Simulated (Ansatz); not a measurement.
A substitution series on B: CH3 to Cl

Gas-phase molecules. On one B centre that keeps SH2, n of the CH3 ligands are replaced by Cl. The dipole moment y in D at wB97M-V/def2-TZVPP. Shapes: PBE0-D4/def2-TZVP. Flexible molecules stand in one conformer, not always the lowest. Programs: Ansatz 0.2.0.

```
      molecule  n  y (D)
  B(CH3)3(SH2)  0   2.43
B(CH3)2(SH2)Cl  1   3.91
B(CH3)(SH2)Cl2  2      ?
     B(SH2)Cl3  3   4.69
```

Q: Fit y = c + s·n to the known rows and predict B(CH3)(SH2)Cl2.

A: 
1. Means of the 3 rows: n = 1.33333, y = 3.677.
2. Σ(Δn)² = 4.6667, Σ(Δn·Δy) = 3.2733, so the slope is 3.2733/4.6667 = 0.70142.
3. Intercept: 3.677 − (0.70142) × 1.33333 = 2.742. The largest residual of the fit is 0.47.
4. B(CH3)(SH2)Cl2: 2.742 + (0.70142) × 2 = 4.14 D.

The run gave 4.09 D, so the prediction is off by +0.05 D, within the largest residual. The step per swap drifts from +1.48 to +0.60 D. Other levels give for B(CH3)(SH2)Cl2: PBE-D4/def2-TZVPP 3.96; r2SCAN-D4/def2-TZVPP 4.07 D.

The dipole moment rises with every CH3 replaced by Cl, from 2.43 to 4.69 D, but the increments are uneven: the first swap adds most and the second least. Chlorine draws electron density away from boron and makes it a stronger acceptor towards the sulfur lone pair. The B–Cl bond dipoles and the S→B donation then largely reinforce each other, with the negative end on the chlorine side.

Because the dipole is a vector sum, the mixed members also carry components away from the B–S axis, and the orientation of the SH2 hydrogens matters. This probably explains the small second step, though a change in B–S distance or in pyramidalisation at boron could contribute as well. The close prediction for B(CH3)(SH2)Cl2 is therefore no evidence of additivity: the straight line misses the monochloride by far more, and a smooth levelling-off curve through the known rows would have overshot the dichloride. Nor does the larger dipole by itself show that SH2 is more strongly bound.
